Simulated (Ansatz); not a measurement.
**Ligand exchange: B(CH3)(NH2)2 + MgH(NH2) → B(NH2)3 + MgH(CH3)**

Species: B(CH3)(NH2)2, singlet; MgH(NH2), singlet; B(NH2)3, singlet; MgH(CH3), singlet. The partners trade CH3 for NH2: B–CH3 and Mg–NH2 bonds give way to B–NH2 and Mg–CH3.

Shapes, held fixed at every level: PBE0-D4/def2-TZVP. Programs: Ansatz 0.2.0. Electronic energies: no zero-point or thermal term.

(1) Estimate ΔE of this reaction.

Results:

(1) The highest level, CCSD(T)/def2-TZVPP, gives ΔE = +8.3 kJ/mol; the levels span +2.0 to +12.2. The column of differences is taken from that level and isn't an error. No measured value is set beside it here. Correlated rows may include outer-core shells of Mg, which these sets cover unevenly.

```tsv
level	kind	ΔE (kJ/mol)	less CCSD(T)/def2-TZVPP
HF/def2-TZVPP	Hartree–Fock	+2.0	-6.3
wB97M-V/def2-TZVPP	range-separated hybrid	+5.9	-2.4
wB97X-V/def2-TZVPP	range-separated hybrid	+7.8	-0.5
B2PLYP/def2-TZVPP	double hybrid	+7.8	-0.5
MP2/def2-TZVPP	perturbation theory	+10.0	+1.7
CCSD/def2-SVP	coupled cluster or CI	+12.2	+3.9
CCSD/def2-TZVPP	coupled cluster or CI	+7.8	-0.5
CCSD(T)/def2-TZVPP	coupled cluster or CI	+8.3	0.0
```

The exchange is mildly uphill in electronic energy, at +8.3 kJ/mol, and every level gives the same sign. Both boron and magnesium bind nitrogen more strongly than carbon, so the reaction measures the difference between two preferences. Boron gains from the polar B–N bond and from donation of the nitrogen lone pair into its empty p orbital, but two amino groups already feed that orbital in the reactant, and a third probably adds less. Magnesium gains mainly from the strongly ionic bond to the more electronegative amide nitrogen, which the exchange gives up for a bond to methyl. The small positive balance suggests that this loss slightly outweighs boron's gain.

Hartree–Fock places the products too low relative to the coupled-cluster result, so correlation favours the reactants. For CCSD, enlarging the basis changes the energy more than adding triples does in the larger basis, so the sign is better supported than the exact magnitude. The result doesn't carry over to magnesium amides and alkyls in condensed phases, where bridging between metal centres can shift the balance.
